\section*{Solution key: structure-resonance theory and conjugated circuits for naphthalene}

\textbf{Model and conventions.} A benzenoid hydrocarbon with $N$ carbon atoms has $K$ Kekul\'e structures $|a\rangle$, each a pairing of all atoms along bonds. In the structure-resonance theory of Herndon (1973) these are treated as orthonormal states of common energy $E_0$, and
\begin{equation}
\langle a|b\rangle=\delta_{ab},\qquad \langle a|H|b\rangle=E_0\,\delta_{ab}-\Gamma_{ab},\qquad \Gamma_{aa}=0 .
\label{model}
\end{equation}
$\Gamma_{ab}=\gamma_1$ if $a$ and $b$ differ by the shift of three double bonds around one six-membered cycle, $\Gamma_{ab}=\gamma_2$ if they differ by the shift of five double bonds around one ten-membered cycle, and $\Gamma_{ab}=0$ otherwise. The resonance energy is $\mathrm{RE}=E_0-E$, positive for stabilisation. The inputs are the typical values $\gamma_1=0.84$~eV and $\gamma_2=0.34$~eV. They are empirical, chosen to reproduce semi-empirical SCF resonance energies referred to an acyclic conjugated polyene (the Dewar reference). A third decimal is printed only to follow differences inside the model. Atoms carry the usual labels 1, 2, 3, 4, 4a, 5, 6, 7, 8, 8a. Ring I is (1, 2, 3, 4, 4a, 8a), ring II is (4a, 5, 6, 7, 8, 8a), and the perimeter P passes through all ten atoms.

\subsection*{(a) Enumerate the Kekul\'e structures and classify their pairs}

Sort the structures by the partner of atom 8a, whose neighbours are 4a, 1 and 8. If 8a pairs with 4a, the chains 1-2-3-4 and 5-6-7-8 remain, each with one pairing. If 8a pairs with 1, the chain 2-3-4-4a-5-6-7-8 remains, with one pairing. The case of atom 8 is the mirror image. Hence $K=3$:
\begin{equation}
\begin{aligned}
A&:\ 1{=}2,\ 3{=}4,\ 4a{=}8a,\ 5{=}6,\ 7{=}8\\
B&:\ 8a{=}1,\ 2{=}3,\ 4{=}4a,\ 5{=}6,\ 7{=}8\\
C&:\ 1{=}2,\ 3{=}4,\ 4a{=}5,\ 6{=}7,\ 8{=}8a
\end{aligned}
\end{equation}
As a control, the adjacency matrix of a benzenoid of this kind has determinant $(-1)^{N/2}K^2$, and for naphthalene the determinant is $-9$.

$A$ and $B$ share 5=6 and 7=8; their other six double bonds are the six bonds of ring I. $A$ and $C$ share 1=2 and 3=4 and differ on ring II. $B$ and $C$ share nothing, and their ten double bonds are the ten bonds of P. With $n_1$ and $n_2$ the numbers of unordered pairs coupled by $\gamma_1$ and $\gamma_2$, we have $n_1=2$, $n_2=1$, and in the order $A,B,C$
\begin{equation}
\Gamma=\begin{pmatrix}0&\gamma_1&\gamma_1\\ \gamma_1&0&\gamma_2\\ \gamma_1&\gamma_2&0\end{pmatrix}.
\label{gam}
\end{equation}
With two structures (benzene) only $\gamma_1$ appears. Three structures are the fewest that hold both couplings, so naphthalene is the smallest benzenoid that shows the whole formula.

\subsection*{(b) Resonance energy of the equal-weight superposition}

Take $|\Psi_0\rangle=K^{-1/2}\sum_a|a\rangle$, normalised by \eqref{model}. Then
\begin{equation}
\mathrm{RE}_0=E_0-\langle\Psi_0|H|\Psi_0\rangle=\frac1K\sum_{a\ne b}\Gamma_{ab}=\frac{2\,(n_1\gamma_1+n_2\gamma_2)}{K}.
\label{herndon}
\end{equation}
The factor 2 arises because each unordered pair appears twice in the double sum. Benzene has $K=2$, $n_1=1$, $n_2=0$, so $\mathrm{RE}_0=\gamma_1$. This fixes the meaning of $\gamma_1$. For naphthalene
\begin{equation}
\mathrm{RE}_0=\frac{4\gamma_1+2\gamma_2}{3}=\frac{3.36+0.68}{3}\ \mathrm{eV}=1.347\ \mathrm{eV},
\label{naph}
\end{equation}
that is 1.35~eV or 31~kcal/mol. The six-membered cycles give 1.120~eV and the perimeter 0.227~eV. The ratio to benzene is 1.603, below the value 2 for two separate rings.

\subsection*{(c) Conjugated circuits and the proof of the identity}

A conjugated circuit of a structure is a cycle of the carbon skeleton along which single and double bonds alternate. Equivalently, half the bonds of the cycle are double. In the scheme of Randi\'c (1976) a circuit of $4m+2$ atoms contributes an energy $R_m$, and the contributions are averaged over structures:
\begin{equation}
\mathrm{RE}_{\rm cc}=\frac1K\sum_m N_mR_m ,
\label{cc}
\end{equation}
where $N_m$ counts all circuits of size $4m+2$ in all structures. Naphthalene has three cycles. The numbers of double bonds on them are
\begin{center}
\begin{tabular}{lcccl}
structure & I (needs 3) & II (needs 3) & P (needs 5) & contribution\\ \hline
$A$ & 3 & 3 & 4 & $2R_1$\\
$B$ & 3 & 2 & 5 & $R_1+R_2$\\
$C$ & 2 & 3 & 5 & $R_1+R_2$
\end{tabular}
\end{center}
so $N_1=4$, $N_2=2$ and $\mathrm{RE}_{\rm cc}=(4R_1+2R_2)/3$. This is \eqref{naph} with $R_1=\gamma_1$, $R_2=\gamma_2$.

The agreement is general. Let $Z$ be a conjugated circuit of $a$. Exchange single and double bonds along $Z$ and leave the rest. Every atom of $Z$ keeps exactly one double bond, so the result is another Kekul\'e structure $b$, which differs from $a$ on $Z$ alone. Conversely, let $a\neq b$ and keep the bonds that are double in only one of the two. An atom meets either none of these bonds or two, one from each structure, so they form disjoint cycles that alternate in both structures. If there is a single cycle $Z$, it is a conjugated circuit of $a$ and the exchange along it returns $b$. The objects (structure $a$, circuit $Z$ of $a$) thus correspond one to one to the ordered pairs $(a,b)$ that differ on one cycle. With $n_m$ the number of unordered pairs that differ on one cycle of $4m+2$ atoms,
\begin{equation}
N_m=2n_m .
\label{bij}
\end{equation}
Inserting \eqref{bij} in \eqref{cc} gives \eqref{herndon} on two conditions: $R_1=\gamma_1$ and $R_2=\gamma_2$ as numbers, and $R_m=0$ for $m\ge3$. Naphthalene has no cycle beyond ten atoms, so the second condition is met automatically. The count may also be read row by row: the contribution of a structure in the table is its row sum in \eqref{gam}. A variant of the circuit scheme counts only linearly independent circuits in each structure. Each naphthalene structure has two circuits, which are independent, so the variant changes nothing here.

The identity is one of form. The circuit scheme was parametrised separately, with typical values $R_1=0.87$, $R_2=0.25$, $R_3=0.10$~eV. These give 1.327~eV for naphthalene, 0.020~eV below \eqref{naph}. Both sets were adjusted to the same kind of reference energies, so their closeness tests nothing.

\subsection*{(d) Exact solution of the three-state model}

The equal-weight vector is an eigenvector of $\Gamma$ only if all row sums agree. They are $2\gamma_1=1.68$~eV for $A$ and $\gamma_1+\gamma_2=1.18$~eV for $B$ and $C$, so it is an eigenvector only for $\gamma_2=\gamma_1$. Equation \eqref{herndon} is therefore an expectation value and a lower bound to the largest eigenvalue of $\Gamma$.

The mirror plane that exchanges the rings leaves $A$ fixed and exchanges $B$ and $C$. The odd combination $(B-C)/\sqrt2$ has eigenvalue $x=-\gamma_2$. In the even basis $A$, $(B+C)/\sqrt2$,
\begin{equation}
\begin{vmatrix}-x&\sqrt2\,\gamma_1\\ \sqrt2\,\gamma_1&\gamma_2-x\end{vmatrix}=x^2-\gamma_2x-2\gamma_1^2=0,\qquad
x_\pm=\frac{\gamma_2}{2}\pm D,\quad D=\sqrt{2\gamma_1^2+\frac{\gamma_2^2}{4}} .
\end{equation}
With $D=1.200$~eV the eigenvalues are $x=1.370$, $-0.340$ and $-1.030$~eV. They sum to the trace, zero. The state energies are $E_0-x$, and the exact resonance energy of the model is $x_+=1.370$~eV. The first row of the eigenvalue equation gives $c_A/c_B=2\gamma_1/x_+=1.226$ with $c_C=c_B$, and the weights are
\begin{equation}
w_A=\frac12\left(1-\frac{\gamma_2}{2D}\right)=0.429,\qquad w_B=w_C=\frac{1-w_A}{2}=0.285 ,
\end{equation}
against $1/3$ each. The structure with two conjugated hexagons gains weight.

The energy difference has a closed form. Rotate the even block to the basis $\Psi_0$ and the even vector orthogonal to it. The diagonal elements are $\mathrm{RE}_0$ and, by the trace, $\gamma_2-\mathrm{RE}_0$. The squared coupling is $v^2=\langle\Gamma^2\rangle-\langle\Gamma\rangle^2$ in $\Psi_0$, the variance of the row sums, which equals $\tfrac29(\gamma_1-\gamma_2)^2=0.0556$~eV$^2$. The secular equation then reads
\begin{equation}
x_+-\mathrm{RE}_0=\frac{\tfrac29(\gamma_1-\gamma_2)^2}{x_++\mathrm{RE}_0-\gamma_2}=\frac{0.0556}{2.377}\ \mathrm{eV}=0.023\ \mathrm{eV},
\end{equation}
or 1.7 per cent of $x_+$. The weight of $A$ moves by 0.096, while the energy moves only in second order. In benzene the two row sums agree and equal weights are exact.

\subsection*{(e) Bond alternation}

The double-bond character $p_{rs}$ is the summed weight of the structures in which bond $rs$ is double. With equal weights it is the Pauling bond order.
\begin{center}
\begin{tabular}{lccc}
bond & double in & equal weights & exact weights\\ \hline
1--2 & $A,C$ & 0.667 & 0.715\\
2--3 & $B$ & 0.333 & 0.285\\
1--8a & $B$ & 0.333 & 0.285\\
4a--8a & $A$ & 0.333 & 0.429
\end{tabular}
\end{center}
The values around any atom sum to 1. Both columns single out the four bonds of type 1--2 as the most double. Equal weights leave the other three types alike, and the exact weights separate the central bond from them. Properties linear in the weights are more sensitive to the equal-weight assumption than the energy is.

\subsection*{(f) Size of the neglected overlap}

Real Kekul\'e functions are not orthogonal. The size of this neglect follows from the spin-pairing model of Pauling and Wheland (1933). Put one electron on each atom and let
\begin{equation}
H=J\sum_{\rm bonds}P_{rs},\qquad P_{rs}=\tfrac12+2\,\mathbf S_r\!\cdot\!\mathbf S_s,\qquad J>0,
\end{equation}
with spin in units of $\hbar$; $P_{rs}$ exchanges the two spins. Divide the atoms into starred and unstarred so that each bond joins the two sets. A structure is the product of $(\alpha_r\beta_s-\beta_r\alpha_s)/\sqrt2$ over its double bonds, with $r$ starred.

\emph{Overlap.} Superpose the double bonds of $a$ and $b$. They form $L$ islands, each an alternating cycle or a shared double bond. A spin configuration contributes to $\langle a|b\rangle$ only if spins alternate within every island, which leaves $2^L$ configurations. In each, both amplitudes have magnitude $2^{-N/4}$ and the same sign, $-1$ to the number of starred $\beta$ spins. So $S_{ab}=2^{L-N/2}$. For naphthalene $L=3$ for $AB$ and $AC$ and $L=1$ for $BC$, which gives $S_{AB}=S_{AC}=1/4$ and $S_{BC}=1/16$.

\emph{Energy.} Both states are singlets, so the $x$, $y$ and $z$ parts of $\mathbf S_r\cdot\mathbf S_s$ have equal matrix elements. The $z$ part is diagonal in the configurations. For a bond inside one island it is $-1/4$ in every contributing configuration, and for a bond between islands it averages to zero. Hence $\langle a|P_{rs}|b\rangle/S_{ab}=-1$ inside an island and $+1/2$ between islands. Naphthalene has 11 bonds. On the diagonal five lie in islands, so $E_0=(-5+3)J=-2J$ for all three structures. For $AB$ eight bonds lie in islands and $H_{AB}/S_{AB}=(-8+\tfrac32)J$. For $BC$ all eleven do, the central bond included, and $H_{BC}/S_{BC}=-11J$. Define $\Gamma_{ab}=S_{ab}E_0-H_{ab}$, which reduces to \eqref{model} for orthogonal states:
\begin{equation}
\Gamma_{AB}=\tfrac14\cdot\tfrac92J=\tfrac98J,\qquad \Gamma_{BC}=\tfrac1{16}\cdot9J=\tfrac9{16}J .
\end{equation}
Benzene has $E_0=-\tfrac32J$, $S=\tfrac14$, $H_{12}/S=-6J$, and again $\Gamma=\tfrac98J$. The hexagon element is thus transferable, as \eqref{model} supposes. The equal-weight energy now carries the norm:
\begin{equation}
\mathrm{RE}_0=\frac{\sum_{a\ne b}\Gamma_{ab}}{K+\sum_{a\neq b}S_{ab}}=
\begin{cases}\dfrac{9/4}{5/2}J=0.900\,J&\text{benzene}\\[2ex]\dfrac{45/8}{33/8}J=\dfrac{15}{11}J=1.364\,J&\text{naphthalene.}\end{cases}
\end{equation}
Without overlap the values would be $1.125\,J$ and $1.875\,J$, so overlap removes 20 and 27 per cent. A common reduction is absorbed when $\gamma_1$ is set equal to the benzene value. The remainder is not: the ratio of naphthalene to benzene falls from $5/3$ to $50/33=1.515$. On the scale $\gamma_1=0.84$~eV this is $\tfrac5{33}\gamma_1=0.13$~eV, more than half of the perimeter term 0.227~eV in \eqref{naph} and five times the weight correction of part (d). To cast the result with overlap in the form \eqref{naph} one needs $\gamma_1=\tfrac9{10}J$ and $\gamma_2=\tfrac12\left(\tfrac{45}{11}-\tfrac{18}{5}\right)J=0.245\,J$. The ratio $\gamma_2/\gamma_1$ is then $3/11=0.273$, where the bare elements give $1/2$. The parameter $\gamma_2$ is therefore an effective quantity that contains the overlap correction, and it cannot be read as a bare matrix element.

Relaxing the weights here means solving $\det(xS-\Gamma)=0$. In the even basis $A$, $B+C$, with $x$ in units of $J$,
\begin{equation}
x\left(\tfrac{17}{8}x-\tfrac98\right)-\left(\tfrac12x-\tfrac94\right)^2=0\ \Rightarrow\ 10x^2+6x-27=0,\qquad x=\frac{\sqrt{279}-3}{10}=1.370 .
\end{equation}
The gain over equal weights is $0.007\,J$, again small. That the digits repeat those of $x_+$ in eV is an accident of the inputs.

\subsection*{(g) Comparison with the general statement}

A linear acene of $h$ rings has $h+1$ cross bonds perpendicular to its long axis, in naphthalene 2--3, 4a--8a and 6--7. The upper and lower chains each hold an odd number of atoms, so at least one cross bond is double. Two double cross bonds with none between them would enclose an odd number of atoms in each chain, which cannot be paired. Exactly one is double, it fixes the rest, and $K=h+1$. Two structures whose double cross bonds lie $m$ rings apart differ on the perimeter of those $m$ rings, a cycle of $4m+2$ atoms, so $n_m=h+1-m$ and
\begin{equation}
\mathrm{RE}_{\rm cc}=\frac{2}{h+1}\sum_{m=1}^{h}(h+1-m)R_m .
\label{acene}
\end{equation}
\begin{center}
\begin{tabular}{lcccc}
 & $K$ & $n_1,n_2,n_3$ & Eq.~\eqref{herndon} (eV) & Eq.~\eqref{acene} with $R_1,R_2,R_3$ (eV)\\ \hline
benzene & 2 & 1, 0, 0 & 0.840 & 0.870\\
naphthalene & 3 & 2, 1, 0 & 1.347 & 1.327\\
anthracene & 4 & 3, 2, 1 & 1.600 & 1.605
\end{tabular}
\end{center}
The last column uses the separate circuit parameters of part (c). For $h=2$, \eqref{acene} is $(4R_1+2R_2)/3$. Anthracene is the first acene in which the two schemes differ in form, by the 14-membered term $2R_3/4=0.050$~eV. For long acenes \eqref{herndon} saturates at $2(\gamma_1+\gamma_2)=2.36$~eV.

Pairs that differ on two disjoint cycles have $\Gamma_{ab}=0$, and this makes the formula additive. For two parts that share no double bond, $K=K'K''$ and $N_m=N_m'K''+N_m''K'$, so $N_m/K=N_m'/K'+N_m''/K''$. Biphenyl, whose central bond is single in every structure, has $K=4$ and six pairs. Four differ on one hexagon and two on both, so $n_1=4$ and $\mathrm{RE}_0=2\gamma_1=1.68$~eV. Fusing the rings as in naphthalene lowers this by $\tfrac23(\gamma_1-\gamma_2)=0.333$~eV.

\subsection*{Result}

For naphthalene the equal-weight expectation value $2(n_1\gamma_1+n_2\gamma_2)/K$ and the circuit average coincide exactly as $(4R_1+2R_2)/3$ when $R_1=\gamma_1$ and $R_2=\gamma_2$, because each coupled pair of structures supplies one circuit to each member. The model's value is 1.35~eV. Exact diagonalisation of the same three-state matrix raises it by 0.023~eV, and the overlap, worth about 0.13~eV on the benzene scale, is hidden in $\gamma_2$. The number belongs to the Dewar reference, for which the inputs were chosen. The thermochemical resonance energy of naphthalene, referred to isolated double bonds, is typically near 2.6~eV, and the model's value lies at roughly half of that, largely because its reference already contains the conjugation of an open chain.